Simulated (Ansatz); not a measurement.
## A series in volume per atom on NbSb

Results calculated with Ansatz 0.2.0, not measured. Plane-wave density functional theory, PAW datasets, Gaussian smearing 0.05 eV: one cell in which all forces lie under 0.002 eV/angstrom; stress (xx yy zz yz xz xy) and pressure positive in compression; site moments are of spin alone; formation energy from the elements run alike, uncorrected.

Cell of the first row (space group F-43m, No. 216):
```
cell vectors (Å)
   0.0000     3.0921     3.0921
   3.0921     0.0000     3.0921
   3.0921     3.0921     0.0000
atoms (fractions of the cell vectors)
Nb  0.00000  0.00000  0.00000
Sb  0.25000  0.25000  0.25000
```

Settings of every row: paw set soft_2; functional r2SCAN; spin treatment none; moment partition spheres; spin axis none; wave cutoff 500 eV; k mesh 10x10x10; SCF start atoms; lower state search light; symmetry use detected.

Atom first moment, atom hubbard u: 0 on all atoms.

Limits: the cell comes from a prototype or a list of computed structures and needn't be the stable phase.

| row | volume per atom (Å³) | formation energy (eV per atom) | pressure (GPa) | energy above relaxed cell (meV per atom) |
| --- | --- | --- | --- | --- |
| 1 | 29.564 | 0.8482 | 3.245 | 12 |
| 2 | 30.179 | ? | ? | ? |
| 3 | 30.795 | 0.8362 | -0.001 | 0 |
| 4 | 30.988 | 0.8365 | -0.451 | 0.28 |
| 5 | 31.165 | 0.8372 | -0.850 | 1 |
| 6 | 31.411 | 0.8389 | -1.388 | 2.72 |
| 7 | 32.027 | 0.8467 | -2.638 | 10.52 |
| 8 | 32.951 | 0.8668 | -4.284 | 30.62 |

Question: what formation energy and pressure should row 2 give?

Worked fit of formation energy. Take u = (V_r/V)^(2/3) − 1 with V_r = 31.165 Å³ an atom, which is twice the finite (Eulerian) strain; such expansions in the strain, on which the Birch-Murnaghan equation of state is built, carry the rest volume and the bulk modulus. The shown rows have u = 0.03578, 0.00799, 0.0038, 0, -0.00523, -0.01802, -0.03647. Least squares give formation energy = 0.8372 − 0.2469 × u + 15.49 × u² eV per atom; a straight line predicts inner rows, each left out in turn, worse (root mean square 0.0067 against 2e-05 eV per atom). All shown rows lie on it to the printed digit. The withheld row has u = 0.02166, so the fit gives 0.8372 − 0.2469 × (0.02166) + 15.49 × (0.02166)² = 0.8391 eV per atom.

The calculation gave 0.8391 eV per atom. The fit meets it to the printed digit.

Worked fit of pressure. Take u = (V_r/V)^(2/3) − 1 with V_r = 31.165 Å³ an atom, which is twice the finite (Eulerian) strain; such expansions in the strain, on which the Birch-Murnaghan equation of state is built, carry the rest volume and the bulk modulus. The shown rows have u = 0.03578, 0.00799, 0.0038, 0, -0.00523, -0.01802, -0.03647. Least squares give pressure = −0.8509 + 104.174 × u + 281.56 × u² + 175 × u³ GPa; a parabola predicts inner rows, each left out in turn, worse (root mean square 0.002 against 0.00088 GPa). The rows lie off it by 0.000, -0.001, 0.000, 0.001, 0.000, 0.000, 0.000. The pressure vanishes at u = 0.0080, or V = 30.79 Å³ an atom, and there the bulk modulus at fixed shape and fractions is B = −V dP/dV = (2/3)(1 + u) dP/du = 73.1 GPa. The withheld row has u = 0.02166, so the fit gives −0.8509 + 104.174 × (0.02166) + 281.56 × (0.02166)² + 175 × (0.02166)³ = 1.539 GPa.

The calculation gave 1.538 GPa. The fit lies 0.001 GPa (0.013 % of the column's range) above it, one unit of the last digit.

The other values of row 2: energy above relaxed cell 2.89 meV per atom.
